# Why squeezing SrTiO₃ widens its gap

The row at 10.823 Å³ per atom looks wrong. The crystal is under 28 GPa and its atoms are closer together than in any other row, yet its band gap is the widest, 2.590 eV. The familiar picture of pressure has bands broadening until the gap between them closes. But this row is no slip: it is the end of a regular run in which the gap falls at every step of expansion.

Cubic SrTiO₃ (space group Pm-3m, 5 atoms per cell) at scaled volumes of the relaxed cell, whose edge a is 3.947 Å. Calculated with Ansatz 0.2.0 using PBE+U with an effective U of 4 eV on Ti d, scalar-relativistic plane-wave PAW and no spin polarisation. The plane-wave cutoff is 420 eV and the k mesh 8×8×8.

| volume per atom (Å³/atom) | pressure (GPa) | band gap on mesh (eV) |
| --- | --- | --- |
| 10.823 | 28.42 | 2.590 |
| 11.192 | 19.50 | 2.518 |
| 11.561 | 11.93 | 2.444 |
| 11.930 | 5.49 | 2.370 |
| 12.299 | 0.01 | 2.298 |
| 12.668 | -4.66 | 2.225 |
| 13.037 | -8.63 | 2.155 |
| 13.529 | -13.02 | 2.061 |

The runs at the four smallest volumes are single calculations on scaled cubic cells. Relaxing them would change nothing, because the cubic symmetry fixes both the shape and the atomic positions. Positive pressure means compression, and negative pressure means that the crystal is pulled apart equally in all directions. The band gap on mesh is the energy between the highest filled and the lowest empty state at the sampled wave vectors. From the smallest to the largest volume the cube edge a grows by about 8 %, and the gap shrinks by 0.53 eV. That is a fifth of its value in the tightest cell.

## Broadening gets the direction wrong

The first explanation to try is the familiar one. A gap is the distance between the centres of two bands, less half the width of each. Closer atoms overlap more, so both bands widen, and if their centres stood still the gap would close under pressure. The table shows the opposite at every step. Broadening may well be at work, but something stronger must be moving the filled and empty states apart.

## Covalency looks right, but its direct push is forbidden

The second explanation is more tempting. The empty states sit mainly on titanium d orbitals and the filled ones on oxygen p orbitals. Where such orbitals mix, they repel each other in energy, and shorter Ti–O bonds mean stronger repulsion and a wider gap. The numbers even seem to agree: read as a pure power of a, the gap has an exponent of about −3.1, close to the −3.5 often used for the coupling between p and d orbitals.

The agreement can't come from this repulsion, because at the two states that define the gap the mixing is forbidden. The bottom of the empty band lies at Γ, where the wave repeats identically in every cell. Take a titanium orbital with lobes between the x and y axes. It overlaps with a sideways p orbital on each of its two oxygen neighbours along the x axis, but with opposite signs. At Γ these two oxygens carry the same amplitude, so the contributions cancel exactly.

The top of the filled band lies at R, where the wave changes sign from each cell to the next along all three axes. Now the two oxygens on one axis act together, but in the highest filled state the pair on the x axis works against the pair on the y axis. The sum is again zero. The same runs place the edges at R and Γ in the two most compressed cells, and these are the established edges of cubic SrTiO₃. Stronger p–d repulsion therefore moves other states in the bands, but not directly the two that set the gap. An indirect route stays open. More mixing in the rest of the bands is expected to move charge from oxygen to titanium, and the added repulsion on titanium would lift its d level. The Hubbard term, which lowers a d level as it fills, would work against this. These runs don't show how large the net effect is.

## The charges around each atom

The third explanation needs no mixing. An electron on titanium has negative oxygen ions as its nearest neighbours, which raises its energy. An electron on oxygen has positive titanium ions next to it, which lowers its energy. Bring all the ions closer and both effects grow, so the empty d states rise relative to the filled p states.

The simple model follows in two steps. The electrostatic energy at a site is a sum of charges divided by distances, and in a cubic cell that is scaled uniformly every distance is proportional to a. The difference between the two sites is therefore M/a, where M is a fixed strength if the charges stay fixed, and the gap is a constant plus M/a. Since volume goes as a³, the gap should change by −(M/a)/3 for each unit of ln V, where V is the volume per atom.

The rows on either side of the minimum give the size. Between 11.930 and 12.668 Å³ per atom the gap changes by 2.225 − 2.370 = −0.145 eV, while ln V grows by 0.060. The ratio is −2.4 eV, so M/a would be about 3 × 2.4 = 7 eV if electrostatics supplied the whole slope. For rigid ions with their full formal charges, the difference between the sites is roughly 70 eV, a recalled figure.

Bare formal charges thus give the right direction but a slope about ten times too steep. Theory offers good reasons for a large reduction. The bonds are partly covalent, so the real charges are smaller than the formal ones, and the electron clouds shift to screen what remains. The electrostatic picture can account for the direction of the trend, but its strength has to be taken from the calculation, and it can't be the whole story. The two most compressed runs also record the smallest direct gap, 2.926 and 2.884 eV. Over that step it changes by 0.042 eV, while the gap from R to Γ changes by 0.072 eV. A rigid shift of titanium levels against oxygen levels would move both alike, so the bands change shape as well.

## What the shape of the curve can decide

The two laws can also be compared by their curvature, without knowing their strengths. The calculated gap is almost straight in volume: its slope over the four smallest volumes is only 1.03 times that over the four largest. The electrostatic law predicts a ratio of 1.18. Covalent repulsion in its usual weak-mixing form, which goes as 1/a⁷, predicts 1.53, and a law that follows the p–d coupling itself, with exponent −3.5, predicts 1.32.

The electrostatic law comes closer, but it too bends more than the calculation does. The output below shows both laws fitted to all eight rows, each with a free constant and a free strength. My guess is that the broadening rejected as the main cause returns here as a correction. Symmetry still lets neighbouring oxygens overlap at the top of the filled band, and this overlap pushes that edge up. The push would grow fastest in the tightest cells and hold back the rise of the gap there. The direct gaps give this guess no support: they exceed the gap from R to Γ by 0.336 eV in the tightest cell and 0.367 eV in the next, so if they lie at Γ, as expected, the top at R loses ground to the top at Γ under compression. Such a correction could straighten the covalent law as well, so the curve alone doesn't settle the matter. The case against direct p–d repulsion rests on symmetry. The case for a shift in the potentials at the two sites rests on its being allowed at both edges and pointing the right way; whether shorter distances or transferred charge drive that shift is left open.

## A neighbour that goes the other way

Cubic lead halide perovskites have the same arrangement of atoms, but their gap is known to narrow under mild compression. Their highest filled state is an antibonding mixture of lead s and halogen p orbitals, which symmetry allows. Pushing the atoms together lifts that state towards the empty band. To guess the direction for another perovskite, first find which orbitals form each edge and whether symmetry lets them mix there with orbitals on the neighbouring atoms. If they may not, look at the potentials at the two sites, which depend on the distances and on charges that can themselves change with volume.

## What to do with it

Convert strain to gap through volume, not through pressure. For a uniform expansion of 1 % in a, the volume grows by 3 % and the gap falls by about 0.07 eV. Against volume the slope stays close to 0.2 eV per Å³ per atom over the whole scan. Against pressure it is about 8 meV per GPa between the two most compressed rows and 21 between the two most expanded ones. The slope per Å³ has hardly changed; the compressed crystal is stiffer, so each GPa moves the atoms less.

Don't expect a better lattice constant to repair the absolute gap. The calculated cube edge is 3.947 Å, somewhat above the measured value of roughly 3.9 Å. The row at 11.930 Å³ per atom is close to that measured size, and its gap is only 0.07 eV wider than at the calculated minimum. The measured gap is roughly 3.2 eV, so nearly all of the shortfall remains. Lattice vibrations and spin–orbit coupling are left out here, but most of the error is the known tendency of such functionals to give small gaps, which the Hubbard correction on titanium mends only in part.

Use the slope for a cubic crystal scaled equally along all axes. A film stretched by its substrate in two directions loses that symmetry, and its levels split as well as shift. Caution is also due because the real crystal can leave the cubic shape. Cold SrTiO₃ has slightly tilted oxygen octahedra even without pressure. Compression favours larger tilts, and strong expansion favours titanium moving off centre. Both are blocked in these cells, and either would change the gap.

Output of the analysis:

```
fit of g on 8 rows: constant -4.789 +/- 0.1, coefficient of inv 27.95 +/- 0.4; rms 0.00603, worst 10.823 0.01, leave-one-out rms 0.00943
fit of g on 8 rows: constant 1.318 +/- 0.042, coefficient of hop2 14373 +/- 589; rms 0.017, worst 13.529 0.0279, leave-one-out rms 0.0265
Slopes from the row before and misses of the two laws (prediction less value):
     row  a in Å  meV per Å³/atom  meV per GPa  miss of 1/a law in meV  miss of covalent law in meV
  10.823   3.782              n/a          n/a                   10.01                        25.61
  11.192   3.825           -195.1        8.072                 -0.1083                     -0.03079
  11.561   3.867           -200.5        9.775                  -4.695                        -13.5
   11.93   3.907           -200.5        11.49                  -6.006                       -18.14
  12.299   3.947           -195.1        13.14                  -6.274                       -17.08
  12.668   3.986           -197.8        15.63                  -2.708                       -8.258
  13.037   4.025           -189.7        17.63                  0.5047                        3.503
  13.529   4.075           -191.1        21.41                   9.276                         27.9
Gap at smallest less gap at largest volume (eV): 0.529
Gap at smallest over gap at largest volume: 1.257
Exponent if the whole gap is read as a power of a: -3.071
Gap change per unit of ln V around the minimum (eV): -2.416
Gap change with pressure around the minimum (meV/GPa): 14.29
Slope ratio compressed to expanded side, computed gap: 1.031
Slope ratio, electrostatic law 1/a: 1.184
Slope ratio, hopping law a^-3.5: 1.316
Slope ratio, covalent repulsion law a^-7: 1.526
Rigid formal charges, rough gap change per unit of ln V (eV): -23.33
Rigid-charge slope over computed slope, rough: 9.659
```
